**Spin-orbit and term errors in the 6s6p levels of Tl⁺**

The table holds the measured (NIST) 6s² and 6s6p levels of Tl⁺ and the errors of four CASPT2 and RASPT2 calculations in OpenMolcas with spin-orbit state interaction, ANO-R2 basis and X2C Hamiltonian. The program inverts a one-configuration sp model for the term energies of ³P and ¹P, the spin-orbit constant ζ and the singlet-triplet coupling factor λ, and compares the result with the term energies of three of the runs and the line strengths of one. All four columns give ζ about 24 % below the value from the measured levels and a J = 1 repulsion of about half its size. Inserting the measured ζ removes most of the triplet error in the single-state columns, while MS-RASPT2 keeps 570 to 701 cm⁻¹; ¹P₁ stays low in every column, most of all in SS-RASPT2. MS-RASPT2 differs from SS-RASPT2 by a shift of 580 to 590 cm⁻¹ common to all excited levels.

Energy levels of Tl⁺ from OpenMolcas 26.06: state-averaged CASSCF or RASSCF with PT2 (IPEA shift 0.25 Ha, imaginary shift 0.1 Ha), X2C, ANO-R2 basis, finite nucleus, spin-orbit coupling by RASSI (atomic mean field). Parentheses give the active shells, with at most two electrons in those after +. Energies are relative to 6s² ¹S₀; measured values are from NIST.

## Numerical check

```python
# Table: Tl+ 6s2 and 6s6p levels (1/cm), measured (NIST) and errors of OpenMolcas CASPT2/RASPT2
# + spin-orbit state interaction (mean field), ANO-R2, X2C. Tested: one-configuration sp model
# with T(3P), S(1P), zeta, lambda; checks against the runs' own terms and line strengths.
T = {
    'level': ['6s2 1S 0', '6s1.6p1 3Po 0', '6s1.6p1 3Po 1', '6s1.6p1 3Po 2', '6s1.6p1 1Po 1'],
    'measured': [0, 49451, 52394, 61728, 75663],  # 1/cm
    'err_ms_raspt2_6s_6p_6d': [0, 2530, 2070, -410, -610],  # 1/cm
    'err_ss_caspt2_6s_6p_7s_7p': [0, 1980, 1560, -1000, -750],  # 1/cm
    'err_ss_caspt2_6s_6p': [0, 2070, 1670, -900, -400],  # 1/cm
    'err_ss_raspt2_6s_6p_6d': [0, 1950, 1480, -1000, -1190],  # 1/cm
}
import numpy as np
tags = ['3Po 0', '3Po 1', '3Po 2', '1Po 1']
ix = [[i for i, l in enumerate(T['level']) if t in l][0] for t in tags]
M = np.array([T['measured'][i] for i in ix], float)
keys = {'CAS sp': 'err_ss_caspt2_6s_6p', 'CAS 7s7p': 'err_ss_caspt2_6s_6p_7s_7p',
        'SS-RAS 6d': 'err_ss_raspt2_6s_6p_6d', 'MS-RAS 6d': 'err_ms_raspt2_6s_6p_6d'}
err = {n: np.array([T[k][i] for i in ix], float) for n, k in keys.items()}
E = {'measured': M}
E.update({n: M + e for n, e in err.items()})
def inv(e):
    z = 2*(e[2]-e[0])/3; t = e[0]+z; p = t-z/2-e[1]; s = e[3]-p; g = s-(t-z/2)
    return dict(z=z, t=t, s=s, p=p, lam=np.sqrt(2*p*(g+p))/z, tan2=p/(g+p))
def fwd(t, s, z, lam):
    v = lam*z/np.sqrt(2); w = np.linalg.eigvalsh([[t-z/2, v], [v, s]])
    return np.array([t-z, w[0], t+z/2, w[1]])
f = lambda a: ' '.join('%6.0f' % x for x in a)
P = {n: inv(e) for n, e in E.items()}; m = P['measured']
print('energies in 1/cm; rounding floor: level 5, interval 10, zeta 7, T 5, S 15, push 10, lambda ~0.01')
print('A. exact inversion: interval J0-J2, zeta, T, S, S-T, push | lambda, Lande ratio (LS limit 2)')
for n, q in P.items():
    e = E[n]
    print('%-9s %s | %.3f %.2f' % (n, f([e[2]-e[0], q['z'], q['t'], q['s'], q['s']-q['t'], q['p']]), q['lam'], (e[2]-e[1])/(e[1]-e[0])))
print('B. less measured: dzeta, dT, dS, d(S-T), dpush | zeta ratio, its square, push ratio')
for n in err:
    q = P[n]; r = q['z']/m['z']
    print('%-9s %s | %.3f %.3f %.3f' % (n, f([q['z']-m['z'], q['t']-m['t'], q['s']-m['s'], q['s']-q['t']-m['s']+m['t'], q['p']-m['p']]), r, r*r, q['p']/m['p']))
print('C. error split for CAS sp (identity): term + first order + push = error')
q = P['CAS sp']; dz, dt, ds, dp = [q[k]-m[k] for k in 'ztsp']
for tg, a, e in zip(tags, [(dt, -dz, 0), (dt, -dz/2, -dp), (dt, dz/2, 0), (ds, 0, dp)], err['CAS sp']):
    print('%-6s %s = %6.0f' % (tg, f(a), e))
print('D. lambda=1, same T, zeta, trace: push predicted, found, difference (lambda=0 predicts 0)')
for n, q in P.items():
    p1 = fwd(q['t'], q['s'], q['z'], 1.0)[3]-q['s']
    print('%-9s %s' % (n, f([p1, q['p'], p1-q['p']])))
# typed from the same runs' further outputs: 3P term, 1P term, spin-orbit lowering of ground
run = {'CAS sp': (57709.12, 74697.24, 14.48), 'CAS 7s7p': (57624.55, 74337.62, 0.0),
       'MS-RAS 6d': (58197.46, 74419.10, 5.62)}
print("E. run's T, S (with ground lowering), then inferred less run")
dev = []
for n, (t, s, lo) in run.items():
    d = [P[n]['t']-t-lo, P[n]['s']-s-lo]; dev += d
    print('%-9s %s' % (n, f([t+lo, s+lo] + d)))
# typed from the MS-RASPT2 run: line strengths M1 to 3P0, M1 with 3P2, E1 to ground
r = [0.061629/1.947659, 0.077036/2.434574, 0.3462/11.44836]
print('F. tan^2 mixing, MS-RAS: energies %.4f (+-0.0005); M1 J0 %.4f; M1 J2 %.4f; E1 %.4f' % (P['MS-RAS 6d']['tan2'], *r))
print('   singlet share of 3P1, %: ' + ', '.join('%s %.1f' % (n, 100*q['tan2']/(1+q['tan2'])) for n, q in P.items()))
print('G. measured zeta put in, T S lambda kept: errors J0 J1 J2 1P1 | rms before, after | worst before, after')
rms = lambda a: np.sqrt(np.mean(a**2))
for n in err:
    q = P[n]; d = fwd(q['t'], q['s'], m['z'], q['lam'])-M
    print('%-9s %s | %s | %s, %s' % (n, f(d), f([rms(err[n]), rms(d)]), tags[np.abs(err[n]).argmax()], tags[np.abs(d).argmax()]))
print('   (J0 and J2 equal dT by construction)')
sh = err['MS-RAS 6d']-err['SS-RAS 6d']
print('H. level shifts J0 J1 J2 1P1: MS less SS RAS', f(sh))
print('   SS-RAS 6d less CAS sp', f(err['SS-RAS 6d']-err['CAS sp']))
print('   CAS 7s7p less CAS sp ', f(err['CAS 7s7p']-err['CAS sp']))
zs = np.array([P[n]['z'] for n in err])
print('I. zeta spread over columns %.0f; mean deficit %.0f = %.1f %%' % (np.ptp(zs), m['z']-zs.mean(), 100*(1-zs.mean()/m['z'])))
print('   if second order supplied that deficit, it would lower T by as much (identity, upper case)')
assert all(0.7 < z/m['z'] < 0.8 for z in zs)
assert all(0 < q['lam'] < 1 for q in P.values())
assert max(abs(x) for x in dev) < 15
assert np.ptp(sh) <= 20 and sh.min() > 0
```

It prints:

```
energies in 1/cm; rounding floor: level 5, interval 10, zeta 7, T 5, S 15, push 10, lambda ~0.01
A. exact inversion: interval J0-J2, zeta, T, S, S-T, push | lambda, Lande ratio (LS limit 2)
measured   12277   8185  57636  74514  16878   1149 | 0.871 3.17
CAS sp      9307   6205  57726  74704  16978    559 | 0.774 2.66
CAS 7s7p    9297   6198  57629  74337  16708    576 | 0.782 2.68
SS-RAS 6d   9327   6218  57619  73837  16218    636 | 0.810 2.77
MS-RAS 6d   9337   6225  58206  74424  16218    629 | 0.805 2.76
B. less measured: dzeta, dT, dS, d(S-T), dpush | zeta ratio, its square, push ratio
CAS sp     -1980     90    190    100   -590 | 0.758 0.575 0.487
CAS 7s7p   -1987     -7   -177   -170   -573 | 0.757 0.573 0.501
SS-RAS 6d  -1967    -17   -677   -660   -513 | 0.760 0.577 0.553
MS-RAS 6d  -1960    570    -90   -660   -520 | 0.761 0.578 0.548
C. error split for CAS sp (identity): term + first order + push = error
3Po 0      90   1980      0 =   2070
3Po 1      90    990    590 =   1670
3Po 2      90   -990      0 =   -900
1Po 1     190      0   -590 =   -400
D. lambda=1, same T, zeta, trace: push predicted, found, difference (lambda=0 predicts 0)
measured    1491   1149    342
CAS sp       917    559    357
CAS 7s7p     926    576    350
SS-RAS 6d    953    636    317
MS-RAS 6d    955    629    326
E. run's T, S (with ground lowering), then inferred less run
CAS sp     57724  74712      2     -8
CAS 7s7p   57625  74338      4     -1
MS-RAS 6d  58203  74425      3     -1
F. tan^2 mixing, MS-RAS: energies 0.0315 (+-0.0005); M1 J0 0.0316; M1 J2 0.0316; E1 0.0302
   singlet share of 3P1, %: measured 4.9, CAS sp 2.6, CAS 7s7p 2.7, SS-RAS 6d 3.1, MS-RAS 6d 3.1
G. measured zeta put in, T S lambda kept: errors J0 J1 J2 1P1 | rms before, after | worst before, after
CAS sp        90    326     90    -46 |   1418    176 | 3Po 0, 3Po 1
CAS 7s7p      -7    201     -7   -384 |   1407    217 | 3Po 0, 1Po 1
SS-RAS 6d    -17    102    -17   -795 |   1450    401 | 3Po 0, 1Po 1
MS-RAS 6d    570    701    570   -221 |   1675    545 | 3Po 0, 3Po 1
   (J0 and J2 equal dT by construction)
H. level shifts J0 J1 J2 1P1: MS less SS RAS    580    590    590    580
   SS-RAS 6d less CAS sp   -120   -190   -100   -790
   CAS 7s7p less CAS sp     -90   -110   -100   -350
I. zeta spread over columns 27; mean deficit 1973 = 24.1 %
   if second order supplied that deficit, it would lower T by as much (identity, upper case)
```
